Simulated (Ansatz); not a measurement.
Which isomer of C3H8BBr gives these data?

These gas-phase data were calculated for one isomer of C3H8BBr at B3LYP/6-31G* (harmonic, unscaled wavenumbers; equilibrium rotational constants with average atomic masses):

| Quantity | Value |
| --- | --- |
| rotational constants | 9.101, 1.138, 1.031 GHz |
| all wavenumbers above 1500 cm⁻¹ | 3112, 3106, 3077, 3049, 3040, 2992, 2974, 2691, 1536, 1530, 1518 |

Candidates:

(1) `CCCBBr`, a singlet
(2) `CCB(C)Br`, a singlet

Task: Which structure fits?

Result: Candidate (1). The band at 2691 cm⁻¹ lies where the B–H stretch is expected; (2) has no mode between 2350 and 2900 cm⁻¹.

The same quantities for all candidates:

```
     rotational constants (GHz)                                       wavenumbers above 1500 cm⁻¹  E above the lowest, B3LYP/6-31G* (kcal/mol)
(1)         9.101, 1.138, 1.031  3112, 3106, 3077, 3049, 3040, 2992, 2974, 2691, 1536, 1530, 1518                                         11.0
(2)         3.541, 2.211, 1.396        3126, 3116, 3112, 3092, 3054, 3035, 3005, 2984, 1533, 1530                                          0.0
```

Harmonic stretches to hydrogen usually lie a few per cent above observed fundamentals. Each candidate is one conformer. Programs: Ansatz 0.2.0.

The band at 2691 cm⁻¹ identifies a hydrogen on boron, which only the propyl isomer has. Boron and carbon are close in mass, so the gap below the C–H stretches mainly reflects a smaller force constant: the B–H bond is longer and softer. The rotational constants support the assignment independently. One large and two small, nearly equal values indicate an elongated, near-prolate molecule, whereas branching at boron spreads the heavy atoms over two directions and makes the rotor much more asymmetric.

The assigned isomer is the less stable one, by 11.0 kcal/mol, which doesn't count against it, since the spectrum identifies the structure whatever its relative energy. Formally, moving a methyl group to boron exchanges a B–H and a C–C bond for a B–C and a C–H bond. The preference probably reflects this bond balance, together with hyperconjugation from the second alkyl group into the empty boron p orbital. The data don't address association through B–H–B bridges, which could remove the terminal B–H band in a condensed sample.
